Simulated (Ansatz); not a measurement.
## ScHg: energy above lowest point against volume scale

All results are calculated (Ansatz 0.2.0). Free energy against uniform scaling of the volume at fixed shape and fractions; periodic cell, basis, potentials, k mesh and filling as listed.

The cell before it is scaled or strained (space group Pm-3m, No. 221):
```
cell vectors (Å)
   3.4800     0.0000     0.0000
   0.0000     3.4800     0.0000
   0.0000     0.0000     3.4800
atoms (fractions of the cell vectors)
Sc  0.50000  0.50000  0.50000
Hg  0.00000  0.00000  0.00000
```

Settings of every row: functional LDA; dispersion none; potentials PAW; wave cutoff 500 eV; density cutoff 2000 eV; k mesh 7x7x7; k shift 0x0x0; occupations fermi dirac; smearing width 0.1 eV; spin none.

Limits: coarse k mesh, up to 40 meV an atom off; no spin-orbit coupling, which can matter with elements this heavy.

```csv
row,volume scale,V (Å³/atom),energy above lowest point (meV/atom)
1,0.92,19.386,7.9
2,0.9467,19.949,0
3,0.9733,20.509,2.1
4,1,21.072,12.7
5,1.0267,21.635,30.5
6,1.0533,22.195,?
7,1.08,22.758,83.7
```

Question: what energy above lowest point should row 6 give?

Worked fit of energy above lowest point. Take u = (V_r/V)^(2/3) − 1 with V_r = 20.791 Å³ an atom, which is twice the finite (Eulerian) strain; such expansions in the strain, on which the Birch-Murnaghan equation of state is built, carry the rest volume and the bulk modulus. The shown rows have u = 0.04775, 0.02794, 0.00915, -0.00891, -0.02618, -0.05848. Least squares give energy above lowest point = 6.41 − 589.4 × u + 12780 × u² + 4444 × u³ meV/atom; a parabola predicts inner rows, each left out in turn, worse (root mean square 0.21 against 0.045 meV/atom). All shown rows lie on it to the printed digit. Its lowest point lies at u = 0.0228, or V = 20.1 Å³ an atom, and the curvature there gives the bulk modulus at fixed shape and fractions, B = (4/9)(1 + u)² E″(u)/V = 97 GPa. The withheld row has u = -0.04263, so the fit gives 6.41 − 589.4 × (-0.04263) + 12780 × (-0.04263)² + 4444 × (-0.04263)³ = 54.4 meV/atom.

The calculation gave 54.5 meV/atom. The fit lies 0.1 meV/atom (0.12 % of the column's range) below it, one unit of the last digit.
